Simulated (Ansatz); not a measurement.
# A ladder of methods for AlNH2Cl (SMILES [NH2][Al][Cl])

AlNH2Cl: 5 atoms, total charge 0, spin state doublet. As SMILES, `[NH2][Al][Cl]`. The shape is that of a PBE0-D4/def2-TZVP optimisation. This is one conformer, not always the lowest.

```xyz
5

N    -0.5494    0.4617   -0.2320
Al    0.4026   -0.2916    1.0491
Cl    1.9070   -1.6497    0.4408
H    -1.2936    1.1233   -0.0835
H    -0.4166    0.2827   -1.2159
```

Quantity: the energy change with the N1–Al2 bond stretched from 1.765 to 2.647 Å, in eV. The values are calculated.

```json
{"level": "USVWN5/STO-3G", "kind": "LDA", "program": "Ansatz", "value (eV)": "3.16", "less FCI/STO-3G": "+1.02", "CPU time (all runs)": "3.6 s"}
{"level": "U-revPBE/STO-3G", "kind": "GGA", "program": "Ansatz", "value (eV)": "2.68", "less FCI/STO-3G": "+0.54", "CPU time (all runs)": "6.8 s"}
{"level": "U-r2SCAN/STO-3G", "kind": "meta-GGA", "program": "Ansatz", "value (eV)": "2.93", "less FCI/STO-3G": "+0.79", "CPU time (all runs)": "22 s"}
{"level": "U-r2SCAN0/STO-3G", "kind": "hybrid meta-GGA", "program": "Ansatz", "value (eV)": "2.82", "less FCI/STO-3G": "+0.68", "CPU time (all runs)": "15 s"}
{"level": "U-wB97M-V/STO-3G", "kind": "range-separated hybrid", "program": "Ansatz", "value (eV)": "2.70", "less FCI/STO-3G": "+0.56", "CPU time (all runs)": "57 s"}
{"level": "UB2PLYP/STO-3G", "kind": "double hybrid", "program": "Ansatz", "value (eV)": "2.56", "less FCI/STO-3G": "+0.42", "CPU time (all runs)": "6.6 s"}
{"level": "UMP2/STO-3G", "kind": "perturbation theory", "program": "Ansatz", "value (eV)": "2.35", "less FCI/STO-3G": "+0.21", "CPU time (all runs)": "0.58 s"}
{"level": "UBCCD(T)/STO-3G", "kind": "coupled cluster or CI", "program": "Ansatz", "value (eV)": "2.14", "less FCI/STO-3G": "0.00", "CPU time (all runs)": "1 s"}
{"level": "UCCSD(T)/STO-3G", "kind": "coupled cluster or CI", "program": "Ansatz", "value (eV)": "2.14", "less FCI/STO-3G": "0.00", "CPU time (all runs)": "0.89 s"}
{"level": "FCI/STO-3G", "kind": "exact in the basis", "program": "Ansatz", "value (eV)": "2.14", "less FCI/STO-3G": "0.00", "CPU time (all runs)": "1.8 min"}
```

FCI/STO-3G is exact within its basis and frozen core, so for wave-function methods in that basis the difference is their error; functionals converge differently with the basis, so for them it is only a difference. The first shape isn't each level's own minimum. The values span 2.14 to 3.16 eV. All rows use very small basis sets, so even the best lies far from the true value. Times are those of the runs behind each value, whatever else they computed, on shared processors of several kinds: orders of magnitude only.

Both coupled-cluster variants reproduce the FCI stretching energy of 2.14 eV to the printed precision, and switching to Brueckner orbitals brings no visible gain. UMP2 lies 0.21 eV higher, which suggests that low-order perturbation theory describes the stretched bond less evenly than the short one.

The cost of stretching reflects the loss of a strongly polar Al–N σ bond, together with some donation from the nitrogen lone pair into empty aluminium p orbitals. Full separation would naturally lead to closed-shell AlCl and an NH2 radical, so the unpaired electron probably begins to shift from aluminium towards nitrogen along the way.

LDA gives the largest value, in keeping with its familiar overbinding, and gradient corrections reduce it. The functionals do not descend steadily with rung, however: revPBE lies below r2SCAN, r2SCAN0 and, narrowly, wB97M-V. Agreement at this one stretched distance does not establish that the single-reference methods remain accurate through to dissociation.
